## One per cent of an electron is 14 MHz

A whole unpaired electron in the 1s shell of a free hydrogen atom gives an isotropic coupling of about 1400 MHz. One per cent of an electron therefore gives about 14 MHz, and a coupling of some tens of MHz needs only a few per cent. In the radical below, nitrogen holds about nine tenths of the unpaired spin. The couplings of the hydrogens are decided by where the small remainder goes.

Isotropic hyperfine couplings (1H, 13C, 14N, 29Si) and Mulliken spin populations of the doublet radical CH10NSi3, SMILES [NH][SiH2][SiH2]C[SiH3], in the gas phase. PySCF 2.14.0, unrestricted B3LYP with density fitting, pcH-1 on H and IGLO-III on C, N and Si; couplings include mean-field spin-orbit terms. Geometry from PBE0-D3(BJ)/def2-SVP.

| atom | bonded to | spin population (e) | A iso (MHz) | spin on the carrier of an H (e) |
| --- | --- | --- | --- | --- |
| N1 | H Si | 0.919 | 25.1 | n/a |
| Si2 | H H N Si | -0.045 | 50.2 | n/a |
| Si3 | C H H Si | 0.105 | -84.2 | n/a |
| C4 | H H Si Si | 0.000 | -3.1 | n/a |
| Si5 | C H H H | 0.001 | 0.4 | n/a |
| H6 | N | -0.033 | -52.8 | 0.919 |
| H7 | Si | 0.018 | 37.0 | -0.045 |
| H9 | Si | 0.009 | 16.9 | 0.105 |
| H11 | C | 0.000 | 0.2 | 0.000 |
| H13 | Si | 0.000 | 0.2 | 0.001 |

The chain runs N1, Si2, Si3, C4, Si5. H6 sits on nitrogen, while H7 and H9 each stand for the two hydrogens on Si2 and on Si3. The column "A iso" is the isotropic coupling, and "spin population" is the Mulliken share of the unpaired spin on the atom itself. Going outwards, the hydrogen coupling changes from about −53 MHz to +37 and +17 MHz, then almost vanishes. What sets this pattern?

## The tempting answer: spin on the carrier

In many radicals, this one included, the unpaired electron sits in a p orbital at right angles to the plane of the bonds. A hydrogen on the radical centre then lies in the nodal plane of that orbital. It still feels that electron, because the electrons of the bond become slightly polarised. Near the carrier they favour the carrier's spin direction, and the opposite direction is left at the hydrogen. This gives the McConnell rule,

$$A_\mathrm{H} = Q\,\rho_\mathrm{carrier},$$

where $A_\mathrm{H}$ is the isotropic coupling, $\rho_\mathrm{carrier}$ the spin on the atom that carries the hydrogen, and $Q$ a negative constant.

H6 is such a hydrogen, and its coupling divided by the spin on nitrogen gives $Q \approx -57$ MHz. With that constant the rule gives H7 only 2.6 MHz, a fourteenth of the computed value. For H9 it gives −6 MHz, where the calculation has +17 MHz.

A separate constant for silicon is the obvious repair. But H7 would need about −820 MHz per unit of carrier spin, and H9 about +160 MHz. No single silicon constant serves both.

The clearest evidence is hidden in the H9 average. The two hydrogens on Si3 have couplings of 31.7 and 2.0 MHz in the same calculation. They share one carrier and are equally many bonds away from nitrogen. Something that depends on their position in space must tell them apart.

## A better answer: polarisation passed along the chain

Perhaps the polarisation is handed on from bond to bond, changing sign at each step. The spin populations do alternate: positive on N1, negative on Si2, positive on Si3. The silicon couplings have the opposite signs to these spins only because the $^{29}$Si nucleus has a negative magnetic moment.

The sizes do not fit a relay alone. A disturbance passed through successive σ bonds should weaken on the way, yet Si3 has 2.3 times as much spin as Si2. The spin density at the nucleus, which governs the isotropic coupling, is also 1.7 times as large in size at Si3. Polarisation can account for the negative spin on Si2, but Si3 needs a further source.

The dipolar coupling, the part that depends on direction, shows that this spin really sits on Si3. Treat the spin on nitrogen as a point magnet, with rough distances of 1.7 Å to Si2 and 3.4 Å to Si3. It then produces dipolar couplings of about 6 MHz at Si2 and 0.7 MHz at Si3. The computed components of largest size are 3 and 25 MHz. At Si2 the coupling is no larger than nitrogen's distant field could give, so its size is no clear sign of p-like spin there. Si3, by contrast, must hold directional, p-like spin of its own.

## The answer that fits: the orbital itself spreads

The nitrogen p orbital points sideways from the N–Si bond. It can overlap with those bonds of Si2 that lie beside it, to hydrogen or to Si3. The orbital of the unpaired electron then extends a little over these bonds and reaches the atoms at their far ends. This is hyperconjugation. It places positive spin directly on those atoms, with no need for much spin on Si2 in between.

The strength depends on orientation. Let $\theta$ be the angle between the p axis and a bond of Si2, seen along the N–Si bond. The overlap varies as $\cos\theta$, and so does the small amplitude mixed into the orbital. Spin is the square of an amplitude, hence

$$\rho_\mathrm{far\ end} \propto \cos^2\theta .$$

A bond lined up with the p axis receives most, and a bond at right angles to it receives nothing.

This picture also makes sense of Si2's neighbours as a group. Its two hydrogens have nearly equal couplings, 38.7 and 35.2 MHz, and Si3 carries marked positive spin. Both facts fit a Si–Si bond that, seen along the N–Si bond, lies close to one end of the p axis, with the two hydrogens about 60° to either side of the other end. That arrangement is inferred from the couplings.

The picture in this simple form stops at the far ends of Si2's bonds. It does not say why the two hydrogens on Si3, one bond further out, differ so much. Their different orientation relative to the rest of the chain is a likely cause, but it is not tested here.

## One estimate in full

If spin sits on a hydrogen, its coupling should be roughly that spin times the free-atom value:

$$A_\mathrm{H} \approx 1400\ \mathrm{MHz} \times \rho_\mathrm{H}.$$

For H7 the spin population is 0.018, so the estimate is $1400 \times 0.018 \approx 25$ MHz. The calculation gives 37 MHz. The constant belongs to the free atom and was not adjusted to any row.

The same estimate gives the right sign for H6, H7 and H9, and falls short of the computed sizes by between an eighth and a third. It also separates the two hydrogens on Si3, with 21 and 3 MHz against the computed 31.7 and 2.0 MHz. Part of the misfit is natural, since Mulliken populations depend on how the basis functions are shared out between atoms.

The agreement shows where the spin is, but not how it arrived. H6 makes the point: its own negative spin comes from polarisation by nitrogen, while the positive spin on H7 is best explained by hyperconjugation.

## How far the numbers decide

The numbers rule out carrier spin as the common cause, and they show substantial spin on Si3 itself. That hyperconjugation brought it there is the standard explanation, supported by the signs and sizes but not tested by turning the N–Si bond. Such a turn would be the direct test: moving the Si–Si bond away from the p axis should drain spin from Si3 and, at angles short of a quarter turn, make the two H7 couplings unequal.

The couplings belong to one frozen conformer. If the bonds turn freely and fast, a measurement sees averages over many angles. Mirror-image conformers then swap the roles of the two hydrogens on Si3, and their couplings become equal.

For a related radical, first find the axis of the p orbital. For atoms bound to the neighbour of the radical centre, ask which bonds of the neighbouring atom line up with that axis.
